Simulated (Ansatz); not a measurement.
## Ligand exchange: C3H6Ge + SiH3Cl → C2H3ClGe + SiH3(CH3)

Species: C3H6Ge `C#[C][GeH2][CH3]`, singlet; SiH3Cl (chlorosilane) `[SiH3]Cl`, singlet; C2H3ClGe `C#[C][GeH2][Cl]`, singlet; SiH3(CH3), singlet. The partners trade CH3 for Cl: Ge–CH3 and Si–Cl bonds give way to Ge–Cl and Si–CH3.

Shapes, held fixed at every level: PBE0-D4/def2-TZVP. Programs: Ansatz 0.2.0. The zero-point and thermal change to 298 K, harmonic and unscaled (PBE0-D4/def2-TZVP), is -0.7 kJ/mol.

(1) Estimate ΔH(298 K) of this reaction.

## Answers

(1) The highest level, CCSD(T)/def2-TZVPP, gives ΔH(298 K) = +15.1 kJ/mol; the levels span +8.2 to +15.1. The column of differences is taken from that level and isn't an error. No measured value is set beside it here. Relativity is left out for Ge unless named. Correlated rows may include outer-core shells of Ge, which these sets cover unevenly. Times are processor times on shared x86 and Arm servers, and rough.

| level | kind | ΔH(298 K) (kJ/mol) | less CCSD(T)/def2-TZVPP | CPU time (sum over the molecules) |
| --- | --- | --- | --- | --- |
| HF/def2-TZVPP | Hartree–Fock | +9.5 | -5.6 | – |
| PBE-D4/def2-TZVPP | GGA | +10.5 | -4.6 | 15 s |
| r2SCAN-D4/def2-TZVPP | meta-GGA | +11.6 | -3.5 | 30 s |
| B3LYP-D4/def2-TZVPP | global hybrid | +10.4 | -4.7 | 26 s |
| r2SCAN0-D4/def2-TZVPP | global hybrid | +12.2 | -2.9 | 29 s |
| MP2/def2-SVP | perturbation theory | +8.2 | -6.9 | – |
| CCSD(T)/def2-TZVPP | coupled cluster or CI | +15.1 | 0.0 | 8.4 min |

Every level makes the exchange endothermic, so chlorine favours silicon and methyl favours germanium in this pair of molecules. Silicon is the more electropositive of the two, because the filled 3d shell of germanium screens its nuclear charge poorly and holds the valence electrons more tightly. The Si–Cl bond is therefore more polar and gains more ionic stabilisation than Ge–Cl. Silicon also binds carbon more strongly than germanium does, but this advantage is smaller for the less polar bond to methyl and only partly offsets the loss of Si–Cl. The ethynyl group, which withdraws electrons from germanium, probably disfavours Ge–Cl further, so the enthalpy isn't a pure measure of silicon against germanium.

The sign is secure across the methods, the magnitude less so. Correlation raises the Hartree–Fock value of +9.5 to +15.1 kJ/mol in the same basis, whereas the low MP2 result mixes the treatment of correlation with a smaller basis. The enthalpy says nothing about the barrier to exchange.
